Two calculations of the first ionisation energy (IE) of six atoms of the 3d and 4d series, called A and B, differ in one setting. Each IE is the energy of the ion less that of the atom, and each error is that IE less the measured NIST value. Chromium, which loses its lone 4s electron, comes out 0.44 eV high in A and 0.76 eV low in B; manganese, which breaks a 4s² pair, comes out 0.32 and 1.41 eV low. What setting does this?

B-spline radial code 1, spherical atom at the basis limit; spin-free X2C, finite nucleus, highest spin; methods A, B. Functionals use spherical fractional occupations. ΔSCF between NIST's ground configurations, NIST values between ground levels. The last column estimates what spin-orbit coupling adds.

```
species   Z  configuration  electron removed from  NIST table (eV)  IE(method A) less table (eV)  IE(method B) less table (eV)  Dirac-Fock IE, low j first less nl average (eV)
     Cr  24   [Ar] 3d5 4s1                     4s          6.76651                          0.44                         -0.76                                            -0.02
     Mn  25   [Ar] 3d5 4s2                     4s         7.434038                         -0.32                         -1.41                                            -0.01
     Ni  28   [Ar] 3d8 4s2                    4s*         7.639878                         -0.76                         -0.18                                             0.17
     Ru  44   [Kr] 4d7 5s1                     5s           7.3605                          0.23                         -1.06                                            -0.01
     Ag  47  [Kr] 4d10 5s1                     5s         7.576234                          0.10                         -1.22                                             0.00
     Cd  48  [Kr] 4d10 5s2                     5s          8.99382                         -0.19                         -1.66                                             0.00
```

Let D be A's error less B's, good to 0.01 eV. In the five unstarred rows D lies between 1.09 and 1.47 eV. Nickel, starred because 3d⁸4s² becomes 3d⁹, has −0.58 eV.

Switching on scalar relativity binds an s electron more tightly and so has the sign of D, but the valence shift grows roughly as Z². From Cr to Ag, Z² grows by a factor 3.84 and D by 1.10. Relativity also favours s over d, so it would make D positive for nickel, whose ion gives up both s electrons. Spin polarisation has a plausible size: one parallel 3d–4s pair in Mn gains about 0.27 eV of exchange, and there are five. But polarisation stabilises whichever species holds the lone s electron, the atom for Cr and Ag, the ion for Mn and Cd, so D would alternate in sign. It does not. The spin-orbit estimate in the last column is at most 0.02 eV outside nickel.

The same runs hold two sharper clues. The total energy of A lies below that of B by 0.8 to 1.0 eV per electron in all six atoms, the size of a correlation energy. And with ε the orbital energy of the ionised s level, −ε/IE in the five unstarred rows is 1.02 to 1.04 in B but 0.60 to 0.64 in A. A value just above one is Koopmans' theorem less the relaxation of the ion, and needs a potential in which the electron does not repel itself; 0.6 marks a potential that dies off faster than −1/r. A poorer basis could raise a total energy but would not move this ratio so far. The setting is therefore the treatment of the electron–electron interaction: self-interaction-free and uncorrelated in B, semilocal and correlated in A. These clues cannot say which semilocal functional A is, and any exact-exchange-only scheme would resemble B.

Neutral 3d and 4d atoms with B-spline radial atomic code 1: revTPSS (spherical fractional occupations) and Hartree-Fock (configuration average), spin-free X2C, Fermi nucleus, basis-set limit, highest spin. IEs are ΔSCF between NIST's ground configurations, NIST values between ground levels. A star marks a step that also rearranges the configuration; the last column estimates the spin-orbit effect.

Hartree-Fock's sign follows from theory. With E_c the (negative) correlation energy,

error of B = E_c(atom) − E_c(ion)

apart from multiplet and spin-orbit terms. Multiplet averaging is absent for Cr, Mn, Ag and Cd, where atom and ion are spherical single determinants, and should largely cancel for Ru, which keeps 4d⁷. The departing electron takes its correlation with the core, with the n_d electrons of the d shell and, if p = 1, with its s partner:

−error of B = c₀ + c₁·n_d + c₂·p

Least squares on the five unstarred rows gives 0.50, 0.07 and 0.51 eV, with an rms residual of 0.06 eV. Three constants on five rows prove little, and a 3d-to-4d step in place of n_d fits equally well, so c₀ and c₁ carry no meaning. What the table shows directly is the step from s¹ to s²: the error of B falls by 0.65 eV from Cr to Mn and by 0.44 eV from Ag to Cd. The lost s pair accounts for this sign, but the first step isn't the pair alone: the electron that leaves Mn has its spin opposite to the five d electrons, the one that leaves Cr has it parallel, and opposite spins usually correlate more strongly; these runs don't separate the two parts.

revTPSS restores about the right amount on average, with a mean absolute error of 0.26 eV against 1.22 eV on these rows, but too evenly. What Hartree-Fock lacks varies by a factor 2.2 and D by only 1.35, so revTPSS supplies 1.58 times the need in Cr and 0.77 times in Mn. D is not correlation alone, though: it also holds the difference between semilocal and exact exchange, which these outputs don't split off. Both errors arise if the species with a lone s electron is too low in energy by a + b·m, with m the number of unpaired d electrons parallel to it. That species is the atom for s¹, which raises the IE, and the ion for s², which lowers it:

error of A = ±(a + b·m), + for s¹, − for s²

Least squares on the same five rows gives a = 0.136 and b = 0.046 eV, rms 0.05 eV. For d⁵, 0.136 + 5 × 0.046 = 0.37 eV, against +0.44 for Cr and −0.32 for Mn, both fitted. As before, the count is tangled with the period: both m = 5 rows are 3d and both m = 0 rows are 4d, and a 3d-to-4d step in place of m fits about as well. The second ionisations were not fitted. Mn⁺ loses its lone 4s beside d⁵, so the model gives +0.37 eV; the run gives +0.33, and the two steps of Mn sum to +0.01 eV, which places the fault in the d⁵s¹ ion relative to both its neighbours. For Cd⁺ the model gives +0.14 and the run +0.07, and the two steps of Cd sum to −0.12 eV, so there the lone s electron is only part of the error. These two ions support the sign but can't tell m from the period either. That the functional overrates spin polarisation between s and d is a guess, since D mixes exchange error with correlation. In revTPSS the highest occupied d level of Cr and Ru also lies above the ionised s level. Both levels are occupied, so this order alone doesn't show that another configuration is lower; no other was run, and whether the imposed one is the functional's lowest in these two atoms is untested.

Nickel defeats both models, by 1.4 eV for Hartree-Fock and 0.5 eV for revTPSS. Its Hartree-Fock error of −0.18 eV is a cancellation. The 0.17 eV in the last column can't simply be added, since filling the low j first also changes the electrostatic average and overstates the shift between the true ground levels. The atom is an average over triplets, seven parts ³F to three parts ³P, which lies above the true ³F by some tenths of an eV and lowers the IE. The lost s-pair correlation lowers it further, and theory offers the offset: moving an electron into the compact 3d shell adds correlation that Hartree-Fock misses in the ion. In revTPSS the first step errs by −0.76 eV and the second, 3d⁹ to 3d⁸, by +1.05 eV, a sum of about +0.3 eV. The highest occupied level of the atom is 4s, so the partly filled 3d level lies below it; by Janak's theorem moving charge from s to d lowers the energy, and 3d⁸4s² is not the functional's lowest occupation. This leaning toward d over s is a known fault of semilocal functionals with spherical occupations.

In the five plain rows and the two second ionisations, the sign of the revTPSS error follows the species with the lone s electron. Whether its size follows the unpaired d count or the period is not settled, since no 3d¹⁰ or 4d⁵ atom is in the table, so a and b shouldn't be carried to other atoms; where d occupation changes, neither model applies. Nickel's two steps fix only 3d⁹ relative to 3d⁸, and leave open whether revTPSS binds 3d⁹ too strongly or spherical fractional occupation leaves both 3d⁸ species too high.
